**The device.** An npn silicon transistor has an n$^+$ emitter in two layers. Next to the junction lies single-crystal silicon of neutral width $W_1$. On it sits a polysilicon film of thickness $W_2$, capped by metal. A hot anneal has broken up the interfacial oxide and let the film regrow epitaxially from the substrate, so its hole diffusivity $D_2$ approaches the single-crystal value $D_1$. Holes injected from the base into this stack form the base current, $J_B=J_{0E}\,(e^{qV_{BE}/k_BT}-1)$. We want $J_{0E}$.

**Conventions.** The coordinate $x$ runs from the emitter edge of the depletion region ($x=0$) toward the metal. Injection is low and the active donor density $N$ is uniform, so holes move by diffusion only. Heavy-doping effects are lumped into an apparent gap narrowing $\Delta E_g$ used with Boltzmann statistics: $n_{ie}^2=n_i^2e^{\Delta E_g/k_BT}$ and $p_0=n_{ie}^2/N$. We write $J_{0E}=q\,p_0\,v$, which defines an emitter velocity $v$. Useful units are 1 cm$^2$/s $=100$ nm$^2$/ps and 1 nm/ps $=10^5$ cm/s.

**Inputs at 300 K.** Typical approximate values for silicon are $n_i=1.0\times10^{10}$ cm$^{-3}$ and, at $N=1.0\times10^{20}$ cm$^{-3}$, $\Delta E_g=0.090$ eV, $D_1=3.2$ cm$^2$/s $=320$ nm$^2$/ps and $\tau_1=500$ ps (mostly Auger). The film values are illustrative: $D_2=250$ nm$^2$/ps and $\tau_2=250$ ps, the shorter lifetime standing for residual defects. The geometry is $W_1=50$ nm, $W_2=250$ nm.

## The estimate by hand

> **Predict.** If the film is nearly single crystal, what one length and one diffusivity set the hole current?

Treat the stack as one crystal 300 nm thick with $D\approx300$ nm$^2$/ps. The diffusion length is a few hundred nm, not shorter than the stack, so call the emitter transparent: the excess density falls in a straight line to zero at the metal. The flux per unit junction density is then $D/W$, and $v\approx300/300=1$ nm/ps.

For the density, $\Delta E_g/k_BT\approx0.09/0.026\approx3.5$ and $e^{3.5}\approx33$; call it 30. Since $n_i^2/N=1$ cm$^{-3}$, $p_0\approx30$ cm$^{-3}$. Then

$$J_{0E}\approx1.6\times10^{-19}\times30\times10^{5}=4.8\times10^{-13}\ \text{A/cm}^2 .$$

> **Predict.** The estimate took too large a diffusivity for the film and ignored recombination. Which way does each shortcut push the answer, and which wins? Write down a guess.

## The careful calculation

**Region 1.** The excess density obeys $D_1\,\Delta p''=\Delta p/\tau_1$, with $L_1=\sqrt{D_1\tau_1}$. Whatever lies beyond $x=W_1$ is linear in $\Delta p$, so it can be summarised by one effective recombination velocity $S$:

$$-D_1\,\Delta p'(W_1)=S\,\Delta p(W_1).\tag{1}$$

> **Predict.** Measure distance back from $W_1$ and write $\Delta p=A\cosh\frac{W_1-x}{L_1}+B\sinh\frac{W_1-x}{L_1}$. What does (1) say about $B/A$?

At $x=W_1$ the density is $A$ and the flux is $D_1B/L_1$, so $B/A=a\equiv SL_1/D_1$. With $w=W_1/L_1$, the junction density is $A(\cosh w+a\sinh w)$ and the junction flux is $(D_1/L_1)A(\sinh w+a\cosh w)$. Setting $\Delta p(0)=p_0(e^{qV_{BE}/k_BT}-1)$ gives

$$J_{0E}=\frac{q\,n_{ie}^2D_1}{NL_1}\;\frac{a\cosh w+\sinh w}{a\sinh w+\cosh w}.\tag{2}$$

For $w\ll1$ the fraction becomes $(a+w)/(1+aw)$. The $w$ in the numerator is recombination in region 1. It drops out when $w\ll a$, that is $W_1/\tau_1\ll S$, and then

$$J_{0E}\to\frac{q\,n_{ie}^2}{N\,(W_1/D_1+1/S)}.\tag{3}$$

Inverse velocities add like resistances in series.

**Region 2.** Take equal $N$ and equal $n_{ie}$ on both sides, and an interface with no barrier and no recombination. Then $\Delta p$ and the flux are both continuous. An ideal metal forces $\Delta p=0$ at the far face.

> **Predict.** Which limit of (2), with the labels changed, is the ratio of flux to density at the entrance to the film?

It is $a\to\infty$. With $y=x-W_1$ the profile is $\sinh[(W_2-y)/L_2]$, and

$$S=\frac{D_2}{L_2}\coth\frac{W_2}{L_2},\qquad L_2=\sqrt{D_2\tau_2}.\tag{4}$$

Equations (2) and (4) are the two-region picture associated with Ning and Isaac (1980). A thin film gives $S\to D_2/W_2$; a thick one gives the floor $S\to D_2/L_2=\sqrt{D_2/\tau_2}$.

**The realigned limit.**

> **Predict.** Let $D_2=D_1$ and $\tau_2=\tau_1$. The interface has vanished. What must (2) become?

For $a>1$ put $a=\coth\theta$. The addition theorem turns the fraction in (2) into $\coth(w+\theta)$:

$$v=\frac{D_1}{L_1}\coth(w+\theta).\tag{5}$$

For identical layers (4) gives $\theta=W_2/L_1$, so $v=(D_1/L_1)\coth[(W_1+W_2)/L_1]$, a plain metal-contacted emitter of the full width. In general the film acts as $\theta L_1$ of extra single crystal. For $a<1$ put $a=\tanh\theta$ instead; the fraction becomes $\tanh(w+\theta)<1$, a current lower than any thickness of single crystal can give. The thick-film value is $a_\infty=\sqrt{D_2\tau_1/(D_1\tau_2)}$, so that regime needs $D_2/\tau_2<D_1/\tau_1$.

**Numbers.** $k_BT=0.02585$ eV, $\Delta E_g/k_BT=3.481$ and $p_0=32.5$ cm$^{-3}$. The lengths are $L_1=400$ nm and $L_2=250$ nm, so $w=0.125$, $W_2/L_2=1$, $D_1/L_1=0.800$ nm/ps and $D_2/L_2=1.000$ nm/ps. Equation (4) gives $S=1.3130$ nm/ps, hence $a=1.6413$. The fraction in (2) is $1.7795/1.2135=1.4664$, so

$$v=1.173\ \text{nm/ps},\qquad J_{0E}=6.1\times10^{-13}\ \text{A/cm}^2 .$$

This is the model's value. In the language of (5), $\theta=0.708$: the 250 nm film is worth 283 nm of single crystal. The extra digits serve the bookkeeping below and not the physical accuracy.

## Why the two differ by a factor 1.27

Remove the shortcuts one at a time.

| Step | $v$ (nm/ps) | factor on $J_{0E}$ |
|---|---|---|
| hand estimate | 1 | |
| $p_0=32.5$ instead of 30 cm$^{-3}$ | 1 | 1.083 |
| true diffusivities, still transparent | 0.865 | 0.865 |
| recombination in the film, (4) in (3) | 1.090 | 1.260 |
| recombination in region 1, (2) | 1.173 | 1.077 |

The product is 1.27; rounding $q$ to 1.6 does not show at this level.

**Diffusivity.** The transparent stack has $1/v=W_1/D_1+W_2/D_2=0.156+1.000$ ps/nm. Most of the path lies in the film, so the series-averaged diffusivity is $300\times0.865=259$ nm$^2$/ps, close to $D_2$. The estimate's 300 overstated the current. This step is small only because the film is realigned.

**Recombination in the film.**

> **Predict.** A triangular profile of height $\Delta p$ holds $\Delta p\,W_2/2$ holes per area and loses them at the rate $1/\tau_2$. Does $S$ therefore rise by $W_2/2\tau_2$?

It rises by less. A small sink at depth $y$ lowers the density around it. That steepens the gradient upstream and flattens it downstream. With the entrance density held fixed, the share supplied from upstream is the downstream fraction of the diffusion resistance, $1-y/W_2$; the rest is flux that no longer reaches the metal. The local density carries the same factor, so

$$\delta S=\frac1{\tau_2}\int_0^{W_2}\Big(1-\frac{y}{W_2}\Big)^2dy=\frac{W_2}{3\tau_2}.$$

This is the second term of $\coth u=1/u+u/3-u^3/45+\dots$ with $u=W_2/L_2$. Here $S\approx1.000+0.333-0.022=1.311$ nm/ps against the full 1.313. The parameter neglected by hand was $u^2/3=1/3$. "Not thicker than a diffusion length" is too weak a test for transparency. The series term $W_1/D_1$ dilutes the 31% rise in $S$ to a 26% rise in $v$.

**Recombination in region 1.** The same argument holds with the linear profile $\phi(x)$ that falls from 1 to $\phi_1=1/(1+SW_1/D_1)=0.830$:

$$\delta v=\frac1{\tau_1}\int_0^{W_1}\phi^2dx=\frac{W_1}{3\tau_1}\,(1+\phi_1+\phi_1^2)=0.084\ \text{nm/ps}.$$

Added to the transparent value this reproduces $v$ to within 0.001 nm/ps. Note that $w^2=0.016$ is tiny while the correction is 8%. The relevant ratio is about $w/a=0.076$, the second condition for (3): the film holds the density in region 1 high, so almost the whole layer recombines at the full rate.

**The budget.** The density at the interface is $1/1.2135$ of the junction value, and the flux falls across the film by $1/\cosh(W_2/L_2)=0.648$. Of the injected holes 8% recombine in region 1, 32% in the film, and 60% reach the metal. Recombination raises the current by $1.260\times1.077=1.36$. The overstated diffusivity hid part of that, so the estimate's closeness owes something to cancellation.

## Gain and its saturation

Take an illustrative uniform base with $N_B=1.0\times10^{18}$ cm$^{-3}$, width $W_B=100$ nm, and typical $D_n=1000$ nm$^2$/ps and $\Delta E_{g,B}=0.030$ eV. Then $n_0=n_i^2e^{\Delta E_{g,B}/k_BT}/N_B=319$ cm$^{-3}$, $D_n/W_B=10$ nm/ps and $J_{0C}=q\,n_0D_n/W_B=5.1\times10^{-11}$ A/cm$^2$. If emitter injection is the whole base current, $\beta=J_{0C}/J_{0E}=98.2/v$ with $v$ in nm/ps.

> **Predict.** At $W_2=L_2$, is the gain within 5% of its ceiling?

| $W_2$ (nm) | $S$ (nm/ps) | $v$ (nm/ps) | $\beta$ |
|---|---|---|---|
| 0 | $\infty$ | 6.43 | 15 |
| 125 | 2.164 | 1.694 | 58 |
| 250 | 1.313 | 1.173 | 84 |
| 500 | 1.037 | 0.979 | 100 |
| $\infty$ | 1.000 | 0.952 | 103 |

It is not. The gain stands at 81% of the ceiling at $W_2=L_2$ and at 97% at $2L_2$. Since $\coth u-1\approx2e^{-2u}$ for large $u$, saturation sets in beyond $L_2$ and is nearly complete by $2L_2$. The ceiling corresponds to $a_\infty=1.25$.

> **Predict.** Keep $W_2=250$ nm and vary the degree of realignment. Does a better crystal raise or lower the gain?

| film | $D_2$ (nm$^2$/ps) | $\tau_2$ (ps) | $L_2$ (nm) | $S$ (nm/ps) | $a$ | $v$ (nm/ps) | $\beta$ |
|---|---|---|---|---|---|---|---|
| not realigned | 100 | 250 | 158 | 0.688 | 0.860 | 0.712 | 138 |
| mostly realigned | 250 | 250 | 250 | 1.313 | 1.641 | 1.173 | 84 |
| fully realigned | 320 | 500 | 400 | 1.442 | 1.803 | 1.260 | 78 |

With these illustrative rows it lowers it. The slow film has $a<1$ and beats an infinitely thick crystal, for which $v=0.800$ nm/ps. Realignment gives up that advantage, and what remains is the distance to the metal. It also lengthens $L_2$, so saturation recedes: the fully realigned stack is only 0.75 diffusion lengths thick and reaches $\tanh0.75$, or 64%, of its ceiling.

## What the careful calculation still leaves out

> **Predict.** Is the factor 1.27 larger or smaller than the effect of a 10 meV change in $\Delta E_g$?

- **Gap narrowing.** A shift of 0.010 eV multiplies $J_{0E}$ by $e^{0.010/0.02585}=1.47$. An uncertainty of that size in the input outweighs the whole gap between estimate and calculation. It cancels in ratios of $v$, so the trends in the tables are firmer than the absolute current.
- **Unequal layers.** The hole quasi-Fermi level is continuous, so $\Delta p/p_0$ is the quantity that matches across the interface. If the equilibrium densities differ, $S$ in (4) is multiplied by $p_{0,2}/p_{0,1}$. A narrowing 0.005 eV larger in the film gives a factor 1.21 on $S$ and raises $v$ by 16%.
- **Residual oxide.** A barrier that passes holes with velocity $T_{ox}$ adds in series, $1/S\to1/S+1/T_{ox}$. An illustrative $T_{ox}=10$ nm/ps gives $S=1.161$ nm/ps and lowers $v$ by 9%.
- **Finite velocity at the metal.** Holes leave at a thermal emission velocity of roughly 30 nm/ps. Applying the form (2) to the film with that end velocity gives $S=1.290$ nm/ps and lowers $v$ by 1.3%. For $W_2=0$ it matters more, taking $v$ from 6.43 to 5.31 nm/ps.
- **Collector exit.** A finite electron velocity of about 100 nm/ps at the collector edge adds in series with $D_n/W_B$, as in (3), and lowers $\beta$ by 9%.
- **Graded doping.** Region 1 is formed by out-diffusion and its doping falls toward the junction, which changes $p_0$, $D_1$ and $\tau_1$ locally. It carries only 14% of the transparent series resistance $W_1/D_1+W_2/D_2$, which limits the damage.

Several of these terms match or exceed the steps in the bookkeeping table, so the model's result should be read as $J_{0E}\approx6\times10^{-13}$ A/cm$^2$ and $\beta\approx80$. A gain near 100 is typical of silicon polysilicon-emitter transistors, and the model lies somewhat below that, though with illustrative film and base inputs this tests nothing. What survives a change of inputs is the structure: once $D_2$ nears $D_1$, the film is extra emitter depth, and its recombination adds about $(W_2/L_2)^2/3$ to $S$ in relative terms.